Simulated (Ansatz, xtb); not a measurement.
**Ligand exchange: SiH3(CH3) + NH3 → SiH2(CH3)(NH2) + H2**

Species: SiH3(CH3) (methylsilane), singlet; NH3 (ammonia) `N`, singlet; SiH2(CH3)(NH2), singlet; H2 (hydrogen), singlet. The partners trade H for NH2: Si–H and H–NH2 bonds give way to Si–NH2 and H–H.

Shapes, held fixed at every level: PBE0-D4/def2-TZVP. Flexible molecules stand in one conformer, not always the lowest. Programs: Ansatz 0.2.0, xtb 6.7.1. The zero-point and thermal change to 298 K, harmonic and unscaled (PBE0-D4/def2-TZVP), is -13.1 kJ/mol.

```
               level                   kind  ΔH(298 K) (kJ/mol)  less CCSD(T)/CBS estimate
            GFN0-xTB         semi-empirical              -104.7                      -65.9
         HF/def2-SVP           Hartree–Fock               -16.3                      +22.5
    SPW92/def2-TZVPP                    LDA               -38.4                       +0.4
 BHLYP-D4/def2-TZVPP          global hybrid               -37.3                       +1.5
   B2PLYP/def2-TZVPP          double hybrid               -35.7                       +3.1
      MP2/def2-TZVPP    perturbation theory               -42.7                       -3.9
    CCSD(T)/def2-SVP  coupled cluster or CI               -22.0                      +16.8
  CCSD(T)/def2-TZVPP  coupled cluster or CI               -35.5                       +3.3
CCSD(T)/CBS estimate  coupled cluster or CI               -38.8                        0.0
```

The highest level, CCSD(T)/CBS estimate, gives ΔH(298 K) = -38.8 kJ/mol; the levels span -104.7 to -16.3. GFN0-xTB strays far from the other rows. The column of differences is taken from that level and isn't an error. No measured value is set beside it here. The CBS estimate extrapolates MP2 from def2-TZVPP and def2-QZVPP and adds CCSD(T) − MP2 in the triple-zeta set, cores frozen; for H2 it overshoots the exact energy by about 1 mEh.

Replacing hydrogen on silicon by an amino group, with release of H2, is exothermic at every level listed. The main driving force is the strong, polar Si–N bond, which draws on the large electronegativity difference and probably on some donation from the nitrogen lone pair into σ* orbitals on silicon; the strong H–H bond helps repay the cost of breaking Si–H and N–H. Vibrational and thermal terms add to the exothermicity, but don't determine its sign.

The basis set matters more than correlation here. In def2-SVP, Hartree–Fock and CCSD(T) lie close together, at -16.3 and -22.0 kJ/mol, whereas CCSD(T) reaches -35.5 in def2-TZVPP. The small set probably describes the polarised Si–N bond and the nitrogen lone pair too poorly, so most of the Hartree–Fock deviation shouldn't be blamed on missing correlation. The near-coincidence of LDA with the reference suggests cancellation of errors rather than general reliability. A favourable enthalpy says nothing about the barrier, and such dehydrocouplings commonly need a catalyst.
